At fixed volume, if the ratio c/a is multiplied by r, lengths along the layer axis scale as r^(2/3) and lengths within the layers as r^(−1/3). A bond along the axis would therefore lengthen when the crystal is stretched (r > 1), and a bond lying in the layer would shorten. Between these limits is a tilt at which the two changes cancel to first order. The Sn–Se bonds of SnSe₂ sit almost exactly there, so the deformation mainly bends the crystal's bond angles and hardly stretches its bonds.

SnSe2 (CdI2 type), stretched or flattened along c from its relaxed cell (a = 3.841, c = 6.523 Å) at fixed volume and fractional coordinates. Ansatz 0.2.0, plane-wave PAW, scalar-relativistic r2SCAN without spin polarisation, cutoff 500 eV, 12×12×6 k mesh, Gaussian smearing 0.05 eV. Energies are free energies relative to ratio 1; pressure is positive in compression.

```tsv
axial ratio (over its starting value)	energy change (meV/atom)	pressure (GPa)	gap on mesh (eV)
0.8	134.6	-1.03	0.042
0.85	79.6	-0.66	0.000
0.92	23.8	-0.29	0.813
0.96	6.1	-0.13	1.042
1	0.0	0.01	1.019
1.05	9.7	0.17	0.797
1.1	39.3	0.35	0.545
1.2	157.5	0.85	0.000
1.3	340.3	1.72	0.000
```

**Why the bonds keep their length**

Let a be the in-plane lattice constant, h the height of a Se atom above the Sn plane and d the Sn–Se distance. Then

d² = a²/3 + h²

and a small change of ln r changes d² by (2/3)(2h² − a²/3) times that change. This vanishes when a²/3 = 2h², which is the geometry of a regular octahedron, with its bonds tilted 54.74° from the axis. The undisturbed cell has 54.65°. Over the whole scan the bond never lengthens by more than 1.7 %, while the angle between bonds to Se atoms on the same side of the layer runs from 98° at ratio 0.8 to 79° at 1.3.

**What the energy measures**

The simplest model makes the energy proportional to the squared change in the cosine of that angle. Its one constant, 9.12 eV per atom, was fitted to all nine rows. At ratio 1.2 the angle is 82.51° instead of 89.87°, so the cosine changes by 0.1303 − 0.0022 ≈ 0.128. The estimate is 9.12 eV × 0.128² ≈ 0.15 eV per atom, about 5 % below the calculated 157.5 meV.

The model does worse on the flattened side, where it overestimates the energy at ratio 0.8 by 27 %. A constant elastic stiffness in ln r, fitted to the same rows, overestimates it by 54 %. The angle is thus the better measure of the distortion, though a fit alone cannot show what resists it. The printed analysis below compares both models row by row.

The stresses and forces show where the resistance sits. At ratio 1.3 the axial tension of 13.5 GPa is an average over the layer and the gap between layers. The force on each Se atom, read as a pull back towards its Sn plane, gives the difference between the two. That leaves about 27 GPa for the layer and only about 0.9 GPa for the gap. The energy therefore comes mostly from distorting the layers, not from moving them apart.

The misfit shows that the well is lopsided. Ratio 1.2 costs 17 % more than 0.8, although 0.8 bends the angle further; per squared change of the cosine, stretching costs a third more. A likely reason is repulsion between Se atoms. Stretching pushes each Se atom towards all six neighbours in its own sheet, whose distance falls from 3.84 Å to 3.52 Å at ratio 1.3. Flattening also brings six Se atoms closer, but three of them lie across the gap between layers and start from further away.

**Why there is one minimum, and where it lies**

The force driving the shape change is the difference between in-plane and axial stress. It changes sign once, at ratio 1, and grows steadily on both sides, so the scan gives no sign of a second well. Nor does symmetry require another extremum, since the crystal keeps the same space group in every row. The position of the minimum is therefore set by the balance of forces and depends on how well the functional describes them.

That matters here because r2SCAN without a dispersion correction binds layers too weakly. The calculated c = 6.523 Å is therefore expected to be too long. The missing attraction would mainly narrow the soft gap between layers, which should cost less than an equal change of c/a in this scan, where the layers are distorted too. The volume would then shrink along with c/a. Ratio 1 is this functional's equilibrium shape, not the measured one.

**Why pressure appears at constant volume**

In a cubic crystal stretched along a cube axis, the pressure has no term linear in ln r: the push from the two squeezed directions cancels the pull from the stretched one. In a layered crystal the directions differ, and for small deformations

pressure ≈ (2/9)(C₁₁ + C₁₂ − C₁₃ − C₃₃) ln r

where the C are elastic constants, here for frozen fractional coordinates. The slope near the minimum gives about 15 GPa for the bracket. Its positive sign means that squeezing the layers in their plane produces more push than stretching along the axis produces pull. If the volume were released with the shape held, a stretched cell would therefore expand and a flattened one would shrink.

The pressure is a small remainder of large stresses. At ratio 1.3 the in-plane stress is +9.3 GPa (compression) and the axial stress −13.5 GPa, and their average over three directions is only 1.7 GPa. None of these figures is the load a real crystal would need to hold this shape. Once the Se atoms settle, layer and gap must carry the same axial stress, and the soft gap is expected to keep it far below 13.5 GPa.

**Why the gap shrinks both ways**

The gap is largest at ratios 0.96 and 1; the 0.023 eV between them may come from the k mesh, which can miss the band edges. It loses 0.474 eV by ratio 1.1, although the Sn–Se bond has lengthened by only about 0.2 %. Bond length is therefore not the main cause, and the changed angles and Se–Se distances are the natural suspects.

Theory offers a simple picture. The top of the valence band consists mainly of Se p states, and in a nearly regular octahedron the in-plane and axial p states lie close in energy. Stretching the crystal strengthens the overlap of in-plane p states between neighbouring Se atoms, while flattening strengthens that of axial p states across the gap between layers. Either way, one set broadens and its upper edge rises towards the conduction band. The band characters needed to test this were not calculated, and the conduction band may move as well.

The flattened end is irregular. The gap is still 0.813 eV at ratio 0.92 but zero at 0.85, a steeper fall than the rows before it suggest, and the simple picture does not explain that steepness. The 0.042 eV at ratio 0.8 is weak evidence that the gap reopens, because the k mesh can miss the band edges. The smearing also changes the energy more at 0.8 than at 0.85, a sign of more partly filled states. Both rows are best read as nearly or fully closed. The k mesh was chosen for the insulating crystal, and its convergence was not tested for the rows without a gap, which adds some uncertainty to their energies too.

**What to do about it**

- For the energy cost of a real strain, relax the Se height at each shape. It was frozen here, and the force on a Se atom reaches 1.8 eV/Å at ratio 1.3, so the listed energies are upper limits for cells of the same shape with relaxed atoms.
- For an equilibrium shape, relax the whole cell, volume included, with a dispersion correction.
- For the point of gap closure, add rows between 0.92 and 0.85 and between 1.1 and 1.2, with a denser mesh and a band-structure path. Functionals of this kind usually give gaps that are too small, so at the same atomic positions the true gap may survive somewhat larger deformations.

The analysis program printed:

```
fit of energy_change on 9 rows: coefficient of t2 4151 +/- 360; rms 32.5, worst 0.8 72.1, leave-one-out rms 51.8
fit of energy_change on 9 rows: coefficient of b2 9122 +/- 357; rms 15, worst 0.8 36, leave-one-out rms 23.9
Geometry, stresses and model energies:
   row  a (Å)  Sn-Se (Å)  same-side Se-Sn-Se angle (deg)  height between layers (Å)  in-plane stress (GPa)  axial stress (GPa)  constant stiffness (meV/atom)  angle bending (meV/atom)
   0.8  4.138      2.747                           97.73                       2.91                  -3.77               4.462                          206.7                     170.6
  0.85  4.055      2.734                           95.74                       3.03                 -3.078                4.17                          109.6                     95.28
  0.92  3.949      2.723                           92.97                      3.194                 -1.836               2.788                          28.86                     26.69
  0.96  3.894       2.72                           91.41                      3.286                 -0.968               1.536                          6.917                     6.599
   1.0  3.841      2.719                           89.87                      3.376                  0.003               0.012                              0                         0
  1.05  3.779      2.721                           87.98                      3.488                  1.359                -2.2                          9.881                     9.998
   1.1  3.721      2.725                           86.12                      3.598                  2.862              -4.664                          37.71                     39.19
   1.2  3.615      2.741                           82.51                      3.813                  6.242              -9.932                            138                     149.7
   1.3  3.519      2.764                           79.08                      4.022                  9.342              -13.54                          285.7                     319.8
Tilt of the Sn-Se bond from the axis at ratio 1 (deg): 54.65
Tilt in a regular octahedron (deg): 54.74
Largest Sn-Se lengthening in the scan (%): 1.66
Energy at ratio 1.2 over that at 0.8: 1.17
The same ratio per squared change of the cosine: 1.333
Pressure slope from ratio 0.96 to 1.05 (GPa per unit of ln ratio): 3.348
C11+C12-C13-C33 with frozen fractional coordinates (GPa): 15.06
Gap lost from ratio 1 to 0.92 (eV): 0.206
Gap lost from ratio 1 to 1.1 (eV): 0.474
```
